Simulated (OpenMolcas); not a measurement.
# HBS (hydrogen boron sulfide): the vertical energy of the triplet above the singlet, rung by rung

HBS: 3 atoms, total charge 0, spin state singlet. As SMILES, `B=S`. The coordinates come from a GFN2-xTB relaxation.

```jsonl
{"atom": "B", "x (Å)": "-0.0410", "y (Å)": "-0.0161", "z (Å)": "0.1425"}
{"atom": "S", "x (Å)": "0.3953", "y (Å)": "0.1465", "z (Å)": "-1.3797"}
{"atom": "H", "x (Å)": "-0.3543", "y (Å)": "-0.1304", "z (Å)": "1.2371"}
```

Quantity: the vertical energy of the triplet above the singlet, in eV. The values are calculated.

```csv
level,kind,program,value (eV),CPU time (all runs)
"HF/STO-3G, open shells restricted",Hartree–Fock,OpenMolcas,4.09,3.8 s
SVWN5/STO-3G,LDA,OpenMolcas,5.88,6.7 s
M06-2X/STO-3G,hybrid meta-GGA,OpenMolcas,5.45,9.1 s
PBE0/STO-3G,global hybrid,OpenMolcas,5.29,7.4 s
"CASPT2(2,2)/STO-3G",multireference,OpenMolcas,?,3.2 s
"CASSCF(2,2)/STO-3G",multireference,OpenMolcas,?,3.5 s
"MRCI(2,2)/STO-3G",multireference,OpenMolcas,5.51,3.4 s
"FCI/STO-3G, open shells restricted",exact in the basis,OpenMolcas,5.24,4.5 s
```

(1) Estimate what the levels marked ? give.

Answers

(1) As computed at these levels: CASPT2(2,2)/STO-3G: 5.58 eV; CASSCF(2,2)/STO-3G: 4.66 eV. The values span 4.09 to 5.88 eV. All rows use very small basis sets, so even the best lies far from the true value. CPU times are rough (shared hosts, several kinds of processor): they show what a rung costs within a factor of a few.

Against the exact result in this basis, 5.24 eV, Hartree–Fock places the triplet much too low. The singlet keeps one more opposite-spin pair, whose correlation the mean field omits, whereas exchange already keeps the parallel spins of the triplet apart. CASSCF recovers part of this imbalance, but CASPT2 and MRCI then overshoot.

The overshoot probably stems from the active space. Linear HBS has two equivalent π bonds, polarised towards sulfur, and π* orbitals weighted on boron. Its lowest ππ* triplet should mix excitations from both perpendicular π systems, but two orbitals can treat only one of them on an equal footing, leaving the triplet too high.

PBE0 comes closest to the exact value, yet this doesn't establish its accuracy for HBS, because a density functional includes correlation that the small orbital space denies to the wavefunction methods. Nor does the vertical gap give the energy of the relaxed triplet, which would lie lower, probably with a bent frame and a longer B–S bond.
